**Naming eight 3+ ions from relaxation energies and offsets to NIST values**

The table holds ionisation energies of 34 triply charged ions from non-relativistic, configuration-averaged Hartree-Fock at the radial basis limit, by ΔSCF and as −ε, with their difference and the NIST value. The program fits the difference as a + b(q − 1) and the IE as a line in the shell occupation q, shell by shell on labelled rows only, and uses the fits to match eight hidden rows. IE and difference together, or the difference alone, match all eight (Bi by analogy with Sb, Ge by elimination), while IE alone, with Bi set equal to Sb, swaps Ce and Bi; extrapolation to q = 1 overshoots the difference by up to 0.18 eV. A spin-pairing count gives the sign of the NIST offset in 14 of 17 rows but poor sizes, and the offsets of Ge, Sb and Bi grow as Z to the power 1.55, more slowly than Z².

Triply charged ions, computed with the B-spline radial atomic code, version 1: all-electron non-relativistic Hartree-Fock averaged over the configuration, with a point nucleus, at the radial basis limit. IE by ΔSCF is the difference of two self-consistent energies; the NIST Atomic Spectra Database values run from ground level to ground level.

## Analysis program

```python
# Table: IE of 3+ ions (eV), B-spline atomic code, non-relativistic configuration-average Hartree-Fock: Delta-SCF,
# -epsilon, their gap, NIST value. Tested: gap = a + b(q-1) and IE linear per shell (fit on labelled rows, used to
# name 8 hidden rows); NIST-IE = c + D*dh (spin-pairing count); (Z alpha)^2 scaling for s rows.
T = {
    'ion': ['C3+', 'O3+', 'Ne3+', 'Al3+', 'S3+', 'Ar3+', 'Ca3+', 'V3+', 'Mn3+', 'Co3+', 'Cu3+', 'Ge3+', 'Se3+', 'Kr3+', 'Zr3+', 'Mo3+', 'Ru3+', 'Ag3+', 'In3+', 'Sb3+', 'I3+', 'Ba3+', 'Ce3+', 'Nd3+', 'Eu3+', 'Tb3+', 'Ho3+', 'Tm3+', 'Hf3+', 'W3+', 'Os3+', 'Au3+', 'Tl3+', 'Bi3+'],
    'Z': [6, 8, 10, 13, 16, 18, 20, 23, 25, 27, 29, 32, 34, 36, 40, 42, 44, 47, 49, 51, 53, 56, 58, 60, 63, 65, 67, 69, 72, 74, 76, 79, 81, 83],
    'N': [3, 5, 7, 10, 13, 15, 17, 20, 22, 24, 26, 29, 31, 33, 37, 39, 41, 44, 46, 48, 50, 53, 55, 57, 60, 62, 64, 66, 69, 71, 73, 76, 78, 80],
    'configuration': ['[He] 2s1', '[He] 2s2 2p1', '[He] 2s2 2p3', '[He] 2s2 2p6', '[Ne] 3s2 3p1', '[Ne] 3s2 3p3', '[Ne] 3s2 3p5', '[Ar] 3d2', '[Ar] 3d4', '[Ar] 3d6', '[Ar] 3d8', '[Ar] 3d10 4s1', '[Ar] 3d10 4s2 4p1', '[Ar] 3d10 4s2 4p3', '[Kr] 4d1', '[Kr] 4d3', '[Kr] 4d5', '[Kr] 4d8', '[Kr] 4d10', '[Kr] 4d10 5s2', '[Kr] 4d10 5s2 5p2', '[Kr] 4d10 5s2 5p5', '[Xe] 4f1', '[Xe] 4f3', '[Xe] 4f6', '[Xe] 4f8', '[Xe] 4f10', '[Xe] 4f12', '[Xe] 4f14 5d1', '[Xe] 4f14 5d3', '[Xe] 4f14 5d5', '[Xe] 4f14 5d8', '[Xe] 4f14 5d10', '[Xe] 4f14 5d10 6s2'],
    'ion_cfg': ['1s2', '[He] 2s2', '[He] 2s2 2p2', '[He] 2s2 2p5', '[Ne] 3s2', '[Ne] 3s2 3p2', '[Ne] 3s2 3p4', '[Ar] 3d1', '[Ar] 3d3', '[Ar] 3d5', '[Ar] 3d7', '[Ar] 3d10', '[Ar] 3d10 4s2', '[Ar] 3d10 4s2 4p2', '[Ar] 3d10 4s2 4p6', '[Kr] 4d2', '[Kr] 4d4', '[Kr] 4d7', '[Kr] 4d9', '[Kr] 4d10 5s1', '[Kr] 4d10 5s2 5p1', '[Kr] 4d10 5s2 5p4', '[Kr] 4d10 5s2 5p6', '[Xe] 4f2', '[Xe] 4f5', '[Xe] 4f7', '[Xe] 4f9', '[Xe] 4f11', '[Xe] 4f14', '[Xe] 4f14 5d2', '[Xe] 4f14 5d4', '[Xe] 4f14 5d7', '[Xe] 4f14 5d9', '[Xe] 4f14 5d10 6s1'],
    'ie': [64.3513, 77.1985, 93.2992, 118.574, 46.4683, 56.5344, 67.0436, 44.7545, 49.2094, 53.4359, 57.4926, 43.9802, 41.7203, 48.7588, 33.7732, 38.7136, 43.5404, 50.7014, 55.4714, 40.1456, 38.4747, 46.6918, 38.7911, 41.0344, 43.7017, 45.1299, 46.3335, 47.344, 32.9829, 37.1427, 41.2927, 47.5502, 51.7679, 37.7807],  # eV
    'koopmans': [64.355, 77.8186, 94.9096, 121.695, 46.7136, 57.1353, 67.993, 46.0798, 51.2656, 56.1905, 60.9299, 44.0735, 41.9305, 49.2107, 34.159, 39.4868, 44.6565, 52.2897, 57.3569, 40.3501, 38.7448, 47.2, 41.8712, 44.8565, 48.4968, 50.5237, 52.3027, 53.8729, 33.32, 37.7828, 42.1849, 48.7692, 53.1833, 37.9864],  # eV
    'diff': [0.004, 0.62, 1.61, 3.122, 0.245, 0.601, 0.949, 1.325, 2.056, 2.755, 3.437, 0.093, 0.21, 0.452, 0.386, 0.773, 1.116, 1.588, 1.886, 0.204, 0.27, 0.508, 3.08, 3.822, 4.795, 5.394, 5.969, 6.529, 0.337, 0.64, 0.892, 1.219, 1.415, 0.206],  # eV
    'tab': [64.49352, 77.4135, 97.19, 119.9924, 47.222, 59.58, 67.2732, 46.709, 51.21, 51.27, 57.38, 45.7155, 42.947, 50.85, 34.41836, 40.33, 45.0, 49.0, 55.45, 43.804, 40.357, 47.0, 36.906, 40.6, 42.94, 39.33, 42.52, 42.41, 33.37, 38.2, 41.0, 45.0, 51.14, 45.37],  # eV
    'tab_kind': ['measured', 'measured', 'semi-empirical', 'measured', 'semi-empirical', 'semi-empirical', 'semi-empirical', 'measured', 'semi-empirical', 'semi-empirical', 'semi-empirical', 'measured', 'measured', 'measured', 'measured', 'semi-empirical', 'theory', 'theory', 'measured', 'measured', 'measured', 'semi-empirical', 'semi-empirical', 'semi-empirical', 'semi-empirical', 'semi-empirical', 'semi-empirical', 'semi-empirical', 'semi-empirical', 'semi-empirical', 'theory', 'theory', 'measured', 'measured'],
    'unc': [0.00019, 0.00025, 0.0025, 0.0019, 0.012, 0.18, 0.0021, 0.005, 0.12, 0.1, 0.05, 0.0012, 0.003, 0.11, 6e-05, 0.06, 1.7, 1.7, 0.04, 0.025, 0.025, 0.3, 0.009, 0.04, 0.11, 0.04, 0.08, 0.04, 0.025, 0.4, 1.7, 1.7, 0.04, 0.06],  # eV
}
import numpy as np
from scipy.constants import alpha
from scipy.optimize import linear_sum_assignment as lsa
ion = T['ion']; n = len(ion); ix = {s: i for i, s in enumerate(ion)}
Z, ie, kp, gap, tab, unc = (np.array(T[k], float) for k in ('Z', 'ie', 'koopmans', 'diff', 'tab', 'unc'))
last = [c.split()[-1] for c in T['configuration']]
sh = [t[:2] for t in last]; q = np.array([int(t[2:]) for t in last]); off = tab - ie
hid = [2, 4, 9, 11, 14, 16, 22, 33]
def h(k, l):
    S = min(k, 4*l + 2 - k)/2
    return S*(S + 1) - 3*k*(4*l + 2 - k)/(4*(4*l + 1))
dh = np.array([h(q[i], 'spdf'.index(sh[i][1])) - h(q[i] - 1, 'spdf'.index(sh[i][1])) for i in range(n)])
print(f"rounding floor 0.001 eV; max|koop-ie-gap| {abs(kp-ie-gap).max():.4f} eV; gap/IE {100*(gap/ie).min():.3f} to {100*(gap/ie).max():.1f} %")
print("shell nlab | gap a, b eV, maxres(lab), maxres(all-row fit) | IE slope eV/e | offset c, D eV, maxres")
pred = {}; poff = {}; A = {}
for s in ('2p', '3p', '4p', '5p', '3d', '4d', '5d', '4f'):
    al = [i for i in range(n) if sh[i] == s]; L = [i for i in al if i not in hid]
    assert np.all(np.diff(gap[al]) > 0)
    g = np.polyfit(q[L] - 1, gap[L], 1); e = np.polyfit(q[L] - 1, ie[L], 1); ga = np.polyfit(q[al] - 1, gap[al], 1)
    ra = gap[al] - np.polyval(ga, q[al] - 1); A[s] = g[1]; txt = "D undetermined"; o = None
    if np.ptp(dh[L]) > 1e-6:
        o = np.polyfit(dh[L], off[L], 1); txt = f"{o[1]:+.2f} {o[0]:.2f} {abs(off[L]-np.polyval(o, dh[L])).max():.2f}"
    print(f"{s} {len(L)} | {g[1]:.3f} {g[0]:.3f} {abs(gap[L]-np.polyval(g, q[L]-1)).max():.3f} {abs(ra).max():.3f}({ion[al[abs(ra).argmax()]]}) | {e[0]:.2f} | {txt}")
    for i in al:
        if i in hid:
            pred[i] = (np.polyval(e, q[i] - 1), np.polyval(g, q[i] - 1))
            if o is not None: poff[i] = np.polyval(o, dh[i])
pred[ix['Bi3+']] = (ie[ix['Sb3+']], gap[ix['Sb3+']])  # analogue ns2; Ge 4s1 has no labelled analogue
print("hidden: IE pred, err | gap pred, err | gap/IE % | dh, NIST-IE (unc), pred  [eV; err = table - pred]")
for i in hid:
    p = pred.get(i, (np.nan, np.nan))
    print(f"{ion[i]} {last[i]}: {p[0]:.2f} {ie[i]-p[0]:+.2f} | {p[1]:.3f} {gap[i]-p[1]:+.3f} | {100*gap[i]/ie[i]:.2f} | {dh[i]:+.2f} {off[i]:+.2f} ({unc[i]:.2g}) {poff.get(i, np.nan):+.2f}")
c = sorted(pred); P = np.array([pred[i] for i in c])
di = (P[:, 0, None] - ie[hid])/2.0; dg = (P[:, 1, None] - gap[hid])/0.1; D = np.hypot(di, dg)
print("match distance (chosen scales 2 eV in IE, 0.1 eV in gap): best row, runner-up row")
for k, i in enumerate(c):
    o = np.argsort(D[k]); print(f"{ion[i]}: {ion[hid[o[0]]]} {D[k, o[0]]:.2f}, {ion[hid[o[1]]]} {D[k, o[1]]:.2f}")
for name, M in (("IE+gap", D**2), ("IE only", di**2), ("gap only", dg**2)):
    r, k = lsa(M); wrong = [f"{ion[c[a]]}->{ion[hid[b]]}" for a, b in zip(r, k) if c[a] != hid[b]]
    print(f"assignment {name}: wrong {wrong}; row left over {[ion[hid[b]] for b in range(8) if b not in k]}")
    if name == "IE+gap": assert not wrong
d = lambda a, b, v: v[ix[a + '3+']] - v[ix[b + '3+']]
print(f"near ties eV: Ge-Ru IE {d('Ge','Ru',ie):.2f} gap {d('Ge','Ru',gap):.3f}; Ce-Bi IE {d('Ce','Bi',ie):.2f} gap {d('Ce','Bi',gap):.3f}; S-Ge IE {d('S','Ge',ie):.2f} gap {d('S','Ge',gap):.3f}")
print(f"IE period 6 less 5, eV: W-Mo {d('W','Mo',ie):.2f} Au-Ag {d('Au','Ag',ie):.2f} Tl-In {d('Tl','In',ie):.2f} Bi-Sb {d('Bi','Sb',ie):.2f}")
S = [ix[s + '3+'] for s in ('C', 'Ge', 'Sb', 'Bi')]
print("s rows NIST-IE eV, % of IE, (off/IE)/(Za)^2: " + "; ".join(f"{ion[i]} {off[i]:.2f} {100*off[i]/ie[i]:.1f} {off[i]/ie[i]/(Z[i]*alpha)**2:.2f}" for i in S))
print(f"log slope vs Z (Ge,Sb,Bi) {np.polyfit(np.log(Z[S[1:]]), np.log(off[S[1:]]), 1)[0]:.2f}; Sb scaled by Z^2: Ge {off[S[2]]*(Z[S[1]]/Z[S[2]])**2:.2f}, Bi {off[S[2]]*(Z[S[3]]/Z[S[2]])**2:.2f} eV")
base = np.interp(3, q[[ix['O3+'], ix['Al3+']]], off[[ix['O3+'], ix['Al3+']]])
print(f"Ne offset above O-Al interpolation ({base:.2f} eV): {off[ix['Ne3+']]-base:.2f} eV")
B = [i for i in range(n) if abs(dh[i]) > 1]
print("|dh|>1, sign of NIST-IE against dh: wrong", [ion[i] for i in B if dh[i]*off[i] < 0], "of", len(B), "; within unc", [ion[i] for i in B if abs(off[i]) < unc[i]])
print("4f rows dh, NIST-IE eV: " + "; ".join(f"{ion[i]} {dh[i]:+.2f} {off[i]:+.2f}" for i in range(n) if sh[i] == '4f'))
# further outputs of the same runs (bohr^2): sum r^2 at 3+, at 4+, <r^2> of the ionised orbital at 3+
for s, a, b, r in (('Tm 4f', 33.55974, 30.81755, 0.622773), ('Ag 4d', 26.02573, 23.03922, 1.7869)):
    print(f"{s}: drop of sum r^2 {a-b:.2f}, removed orbital {r:.2f}, contraction of the rest {a-b-r:.2f} bohr^2")
assert gap.min() > 0 and max(A, key=A.get) == '4f'
assert np.all(np.diff(off[S]) > 0)
```

Running it gives:

```
rounding floor 0.001 eV; max|koop-ie-gap| 0.0010 eV; gap/IE 0.006 to 13.8 %
shell nlab | gap a, b eV, maxres(lab), maxres(all-row fit) | IE slope eV/e | offset c, D eV, maxres
2p 2 | 0.620 0.500 0.000 0.007(Ne3+) | 8.28 | D undetermined
3p 2 | 0.253 0.174 0.000 0.003(Ar3+) | 5.25 | +1.17 1.17 0.00
4p 2 | 0.210 0.121 0.000 0.000(Kr3+) | 3.52 | +1.23 0.54 0.00
5p 2 | 0.191 0.079 0.000 0.000(Ba3+) | 2.74 | +1.10 0.98 0.00
3d 3 | 0.986 0.351 0.017 0.014(Mn3+) | 2.12 | +0.99 0.67 0.53
4d 3 | 0.457 0.160 0.013 0.036(Zr3+) | 2.39 | -0.04 1.24 0.01
5d 5 | 0.379 0.118 0.042 0.042(Hf3+) | 2.09 | -0.70 0.55 1.11
4f 5 | 3.260 0.300 0.038 0.084(Ce3+) | 0.70 | -2.65 0.80 1.29
hidden: IE pred, err | gap pred, err | gap/IE % | dh, NIST-IE (unc), pred  [eV; err = table - pred]
Ne3+ 2p3: 93.75 -0.45 | 1.621 -0.011 | 1.73 | +1.60 +3.89 (0.0025) +nan
S3+ 3p1: 46.03 +0.44 | 0.253 -0.008 | 0.53 | +0.00 +0.75 (0.012) +1.17
Co3+ 3d6: 53.31 +0.13 | 2.741 +0.014 | 5.16 | -2.67 -2.17 (0.1) -0.79
Ge3+ 4s1: nan +nan | nan +nan | 0.21 | +0.00 +1.74 (0.0012) +nan
Zr3+ 4d1: 33.93 -0.15 | 0.457 -0.071 | 1.14 | +0.00 +0.65 (6e-05) -0.04
Ru3+ 4d5: 43.51 +0.03 | 1.096 +0.020 | 2.56 | +2.67 +1.46 (1.7) +3.28
Ce3+ 4f1: 39.95 -1.16 | 3.260 -0.180 | 7.94 | +0.00 -1.89 (0.009) -2.65
Bi3+ 6s2: 40.15 -2.36 | 0.204 +0.002 | 0.55 | +0.00 +7.59 (0.06) +nan
match distance (chosen scales 2 eV in IE, 0.1 eV in gap): best row, runner-up row
Ne3+: Ne3+ 0.25, Co3+ 23.13
S3+: S3+ 0.24, Ge3+ 1.90
Co3+: Co3+ 0.16, Ce3+ 8.01
Zr3+: Zr3+ 0.71, Bi3+ 3.16
Ru3+: Ru3+ 0.20, Zr3+ 8.61
Ce3+: Ce3+ 1.89, Co3+ 8.42
Bi3+: Bi3+ 1.18, Ge3+ 2.22
assignment IE+gap: wrong []; row left over ['Ge3+']
assignment IE only: wrong ['Ce3+->Bi3+', 'Bi3+->Ce3+']; row left over ['Ge3+']
assignment gap only: wrong []; row left over ['Ge3+']
near ties eV: Ge-Ru IE 0.44 gap -1.023; Ce-Bi IE 1.01 gap 2.874; S-Ge IE 2.49 gap 0.152
IE period 6 less 5, eV: W-Mo -1.57 Au-Ag -3.15 Tl-In -3.70 Bi-Sb -2.36
s rows NIST-IE eV, % of IE, (off/IE)/(Za)^2: C3+ 0.14 0.2 1.15; Ge3+ 1.74 3.9 0.72; Sb3+ 3.66 9.1 0.66; Bi3+ 7.59 20.1 0.55
log slope vs Z (Ge,Sb,Bi) 1.55; Sb scaled by Z^2: Ge 1.44, Bi 9.69 eV
Ne offset above O-Al interpolation (0.70 eV): 3.19 eV
|dh|>1, sign of NIST-IE against dh: wrong ['Nd3+', 'Eu3+', 'Os3+'] of 17 ; within unc ['Ru3+', 'Os3+']
4f rows dh, NIST-IE eV: Ce3+ +0.00 -1.89; Nd3+ +1.23 -0.43; Eu3+ +3.08 -0.76; Tb3+ -3.69 -5.80; Ho3+ -2.46 -3.81; Tm3+ -1.23 -4.93
Tm 4f: drop of sum r^2 2.74, removed orbital 0.62, contraction of the rest 2.12 bohr^2
Ag 4d: drop of sum r^2 2.99, removed orbital 1.79, contraction of the rest 1.20 bohr^2
```
